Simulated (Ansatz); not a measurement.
## Ligand exchange: C2F4 + IBr → C2F3I + BrF

Species: C2F4 `FC(F)=C(F)F`, singlet; IBr (iodine monobromide), singlet; C2F3I `FC(F)=C(F)I`, singlet; BrF (bromine fluoride), singlet. The partners trade F for I: C–F and Br–I bonds give way to C–I and Br–F.

Shapes, held fixed at every level: PBE0-D4/def2-TZVP. Programs: Ansatz 0.2.0. The zero-point and thermal change to 298 K, harmonic and unscaled (PBE0-D4/def2-TZVP), is -3.4 kJ/mol.

```tsv
level	kind	ΔH(298 K) (kJ/mol)	less CCSD(T)/def2-TZVPP	CPU time (sum over the molecules)
HF/def2-SVP	Hartree–Fock	+226.9	+61.7	–
HF/def2-TZVPP	Hartree–Fock	+208.1	+42.9	–
r2SCAN-D4/def2-TZVPP	meta-GGA	+174.2	+9.0	21 s
B3LYP-D4/def2-TZVPP	global hybrid	+170.2	+5.0	17 s
PBE0-D4/def2-TZVPP	global hybrid	+178.3	+13.1	13 s
wB97X-V/def2-TZVPP	range-separated hybrid	+170.1	+4.9	32 s
B2PLYP/def2-TZVPP	double hybrid	+169.7	+4.5	25 s
CCSD(T)/def2-TZVPP	coupled cluster or CI	+165.2	0.0	5.9 min
```

The highest level, CCSD(T)/def2-TZVPP, gives ΔH(298 K) = +165.2 kJ/mol; the levels span +165.2 to +226.9. The column of differences is taken from that level and isn't an error. No measured value is set beside it here. For atoms past krypton def2 sets carry core potentials with scalar relativity. Relativity is left out for Br unless named. Correlated rows may include outer-core shells of Br, I, which these sets cover unevenly. Times are processor times on shared x86 and Arm servers, and rough.

The exchange is strongly endothermic at every level, and the small thermal term of -3.4 kJ/mol shows that the cost is electronic. It comes from giving up a C–F bond, which is short, strongly polar and reinforced by fluorine lone-pair donation into the π system. The C–I bond that replaces it is much weaker because the diffuse iodine 5p orbital overlaps poorly with carbon. Br–F is stronger than Br–I thanks to its polarity, but this recovers only part of the loss. Since two molecules give two molecules, entropy is unlikely to offset such an enthalpy, so the equilibrium should lie far towards C2F4 and IBr.

Hartree–Fock exaggerates the cost even in the larger basis, at +208.1 kJ/mol against +165.2 with coupled cluster. Correlation therefore favours the products, probably in large part because the mean-field description underbinds Br–F, where lone pairs crowd a short bond. The calculation doesn't address addition of IBr across the double bond, the more familiar reaction of such an alkene, which would keep all the C–F bonds.
